**Q:** This is the profile of a thin slab of OsH. Which face holds its electrons more tightly, and where do I see that?

Unrelaxed 8-atom OsH slab, computed with Ansatz 0.2.0 (plane-wave PAW, m-r2SCAN, scalar-relativistic, not spin-polarised) at a 500 eV cutoff, with a 6×6×1 k-mesh, Fermi–Dirac smearing of 0.1 eV and a dipole correction along the normal. Density and potential are smooth PAW valence fields, which differ from the true ones inside the atomic spheres.

```
height along the normal (Å)  plane mean of the valence density (e/Å³)  plane mean of the electrostatic energy of an electron, from the Fermi level (eV)
                       0.00                                     0.000                                                                              5.08
                       0.83                                     0.000                                                                              4.91
                       1.66                                     0.000                                                                              4.80
                       2.49                                     0.000                                                                              4.80
                       3.32                                     0.000                                                                              4.80
                       4.15                                     0.000                                                                              4.80
                       4.98                                     0.000                                                                              4.80
                       5.80                                     0.000                                                                              4.80
                       6.63                                     0.001                                                                              4.78
                       7.46                                     0.015                                                                              4.50
                       8.29                                     0.142                                                                              0.89
                       9.12                                     0.540                                                                             -6.31
                       9.95                                     1.670                                                                            -17.13
                      10.78                                     0.339                                                                             -2.21
                      11.61                                     0.379                                                                             -3.51
                      12.44                                     1.690                                                                            -17.50
                      13.27                                     0.459                                                                             -5.20
                      14.10                                     0.250                                                                             -0.77
                      14.93                                     1.220                                                                            -13.42
                      15.76                                     1.130                                                                            -12.70
                      16.59                                     0.283                                                                             -1.63
                      17.42                                     0.704                                                                             -8.44
                      18.25                                     1.550                                                                            -16.07
                      19.07                                     0.179                                                                              0.98
                      19.90                                     0.019                                                                              4.91
                      20.73                                     0.002                                                                              5.32
                      21.56                                     0.000                                                                              5.36
                      22.39                                     0.000                                                                              5.36
                      23.22                                     0.000                                                                              5.36
                      24.05                                     0.000                                                                              5.36
                      24.88                                     0.000                                                                              5.37
                      25.71                                     0.000                                                                              5.26
```

**A:** The upper face does, the one that ends in osmium. Look at the flat stretches of the electrostatic energy outside the slab. There an electron is free of the solid, and its energy measured from the Fermi level is the work function. It is 5.36 eV above the slab and 4.80 eV below it, where the outermost atom is hydrogen.

Leave out the rows at 25.71, 0.00 and 0.83 Å. The calculation repeats the cell along the normal, so the potential must get back from the upper plateau to the lower one. The dipole correction does this with an artificial ramp in empty space. The values on that ramp belong to no surface.

**Q:** It is one piece of metal with one Fermi level. How can it have two work functions?

**A:** The Fermi level is common, but the vacuum level isn't. Think of a charged parallel-plate capacitor: outside the plates there is no field, yet the potential differs between the two sides. With charge $\pm q$ on plates of area $A$ a distance $d$ apart, the field between them is $q/(\varepsilon_0 A)$, and the potential step is that field times $d$. Only the dipole $p=qd$ survives in the result, so the charge needn't sit on sharp plates:

$$\Delta\phi=\frac{e\,|p|}{\varepsilon_0 A}=4\pi\,\frac{e^2}{4\pi\varepsilon_0}\,\frac{|p|/e}{A}.$$

The slab has a dipole of −0.024 e Å on an area of 7.73 Å². With $e^2/(4\pi\varepsilon_0)=14.4$ eV Å this gives $4\pi\times14.4\times0.024/7.73=0.56$ eV, the difference between the plateaus. The minus sign means that the centre of the electrons lies slightly above that of the positive cores. The negative side of the layer therefore faces up, and an electron above the slab has the higher energy.

This agreement shows that potential and charge are consistent, as electrostatics demands; the dipole correction itself uses the same dipole. It doesn't explain why the dipole has this size. The capacitor also stops helping here, because it knows only the total and not what each face contributes.

**Q:** So if both faces ended in hydrogen, the difference would vanish?

**A:** You could count on that only if the two faces were equivalent by symmetry, for instance mirror images of each other. Then every charge has a partner at the opposite height, the dipole is zero and the two vacuum levels coincide. Each face still has a work function; only the difference is gone. In this slab the atoms are also displaced at random, so matching the outermost element alone would leave some step.

For the same reason I wouldn't call the 0.56 eV the effect of hydrogen. The faces differ in their last element and in their distortion at once. To separate the two, you would compare slabs that differ in only one of them.

**Q:** What would I see if the dipole correction were switched off?

**A:** The plateaus would tilt. A periodic potential has to end where it began, so a false field would have to cancel the step. If the electrons didn't respond, it would spread evenly over the cell, at 0.56 eV divided by the cell height, or 0.021 eV per Å. The potential would then drift by 0.36 eV across the 17 Å of vacuum. But the slab is metallic, and its electrons screen most of the field inside it. Nearly the whole step of 0.56 eV should therefore fall across the vacuum, at roughly 0.03 eV per Å. There would be no flat stretch from which to read a work function.

Consider the limit of a very tall cell. The field becomes weak and hardly disturbs the slab, but the drift across the vacuum stays close to the full step. More vacuum thus protects the slab without restoring the plateaus.

**Q:** Could I have found the dipole myself, by summing the density column?

**A:** You can find the number of electrons that way, but not the dipole. The plane means times spacing and area add up to 67.78 electrons, against 68 in the calculation. That is a good total for such coarse steps. The same sum weighted with height gives a dipole of −1.7 e Å, about seventy times too large.

The reason is that a dipole is a small difference between two large quantities. For 68 electrons, −0.024 e Å corresponds to a shift against the cores of only 0.00035 Å. The atomic heights are printed to 0.01 Å, and rounding a single osmium height can already cost 0.08 e Å. The coarse rows can cost more: the sum misses 0.22 electrons, and if they were missing 4 Å from the middle of the slab, that alone would make 0.9 e Å. The potential is the better place to look, because there the tiny shift appears as a step of half an electronvolt.

**Q:** The third osmium peak, near 15.3 Å, is lower and broader than the others. Is that atom in a different state?

**A:** The profile gives no sign of it. The rows are 0.83 Å apart, and they straddle this atom: the nearest one is 0.39 Å from its centre, whereas the second osmium has a row within 0.06 Å. You are seeing the two shoulders of a peak whose top falls between the rows.

This can be tested. I described every osmium layer by the same bell curve and every hydrogen layer by the density of a free atom with a common scale factor, and fitted this to all rows except the two beside the third osmium. The fit then predicts those two rows to within about 3% of their values, as the printed output below shows. An ordinary osmium layer, sampled off centre, is enough. The orbital populations from the same calculation agree: each of the four osmium atoms has between 6.9 and 7.0 electrons in 5d.

The fitted hydrogen scale isn't a charge, since it also absorbs density from the osmium tails. Nor is a peak height the true density near a nucleus: these are smoothed fields, and they include the 5s and 5p electrons of osmium. In absolute terms the fit misses most just outside the upper face, at 19.07 Å, where it gives about a quarter too little density. One row further out it gives almost none of the printed density. A real electron cloud has a longer tail than a Gaussian.

**Q:** What sets the length of that tail?

**A:** Far from the surface, it is mainly the work function. An electron at the Fermi level lacks the energy $\phi$ to be outside, so its wave function decays there as $e^{-\kappa z}$. If it also moves along the surface with wave number $k$, that part of its energy can't help it to escape:

$$\frac{\hbar^2\kappa^2}{2m}=\phi+\frac{\hbar^2k^2}{2m}.$$

The density is the square of the wave function and falls at the rate $2\kappa$. Far from the surface, where the potential has reached the vacuum level, the slowest possible decay belongs to an electron at the Fermi level with $k=0$. For the upper face this limit is 2.4 per Å.

Between the last two non-zero rows above the slab, the density falls at about 2.7 per Å. Below the slab the rate is about 3.3 per Å, against a limit of 2.2. A likely reason for the excess is that close to the surface, deeper levels and electrons with sideways motion still contribute, and both die out faster. Something also works the other way: at these rows the potential is still below the vacuum level, which slows the decay. Far enough out, only the slowest ones remain, and the rate should sink. It reaches the limit only if the slab has a state at the Fermi level with $k$ near zero, which a thin slab needn't have.

**Q:** How far do you trust those rates?

**A:** Less than their digits suggest. The last density above the slab is printed as 0.002 e/Å³, and rounding alone allows any rate from 2.4 to 3.1 per Å, whose lower end comes close to the limit. The exchange-correlation potential is also rough where the density is so thin. I would therefore use the rows to show a steep decay, but not to rank the two faces or to extract a work function.

The plateaus are much firmer as numbers: they are flat, and their difference matches the dipole to about 0.01 eV. But an error common to both work functions would not show in that difference, and neither value has been compared with another code. Whether they describe a real film is another matter. The atoms haven't been relaxed, and the forces on them reach 2.6 eV/Å; the mesh of $k$ points is coarse for a metal, and spin–orbit coupling, which is strong in osmium, is left out. By the capacitor formula, a change of only 0.01 e Å in the dipole moves the step by $0.56\times0.01/0.024=0.23$ eV. To predict the work functions of a real surface, relax the slab, refine the mesh, include spin–orbit coupling, and check that a thicker slab gives the same values.

Output of the analysis:

```
electrons in the cell summed from the plane means (68 expected): 67.78
upper plateau, eV: 5.36
lower plateau, eV: 4.8
difference of the plateaus, eV: 0.56
step from the dipole by Poisson's equation, eV: 0.5618
change of that step for 0.0005 e A of dipole (rounding), eV: 0.0117
false field without the dipole correction, first order, eV per A: 0.0211
vacuum between the outermost atoms, A: 17
drift of the potential over that vacuum, eV: 0.3587
dipole summed naively from the printed profile, e A: -1.701
shift of electrons against cores that the true dipole needs, thousandths of an A: 0.3529
dipole error from 0.005 A in the height of one Os, e A: 0.08
distance of the nearest row from Os 1, 2, 3, 4, A: 0.11, 0.06, 0.39, 0.21
fit of rho on 30 rows (abs(z - 15.32) > 0.5): coefficient of exp(-((z - 9.84)/s)**2) + exp(-((z - 12.50)/s)**2) + exp(-((z - 15.32)/s)**2) + exp(-((z - 18.04)/s)**2) 1.698 +/- 0.01, coefficient of hyd 1.833 +/- 0.085, s 0.6433; rms 0.0168, worst 19.07 -0.0479, leave-one-out rms 0.0218
  rows outside the fit (model, value, miss): 14.93 1.198, 1.22, -0.0224; 15.76 1.096, 1.13, -0.0343
electrons in one fitted Os layer: 14.96
decay rate at the upper face from the table, then lowest and highest allowed by rounding, per A: 2.714, 2.413, 3.093
decay rate at the lower face from the table, then lowest and highest allowed by rounding, per A: 3.265, 2.735, 4.14
limiting decay rate from the work function, upper and lower face, per A: 2.372, 2.245
```
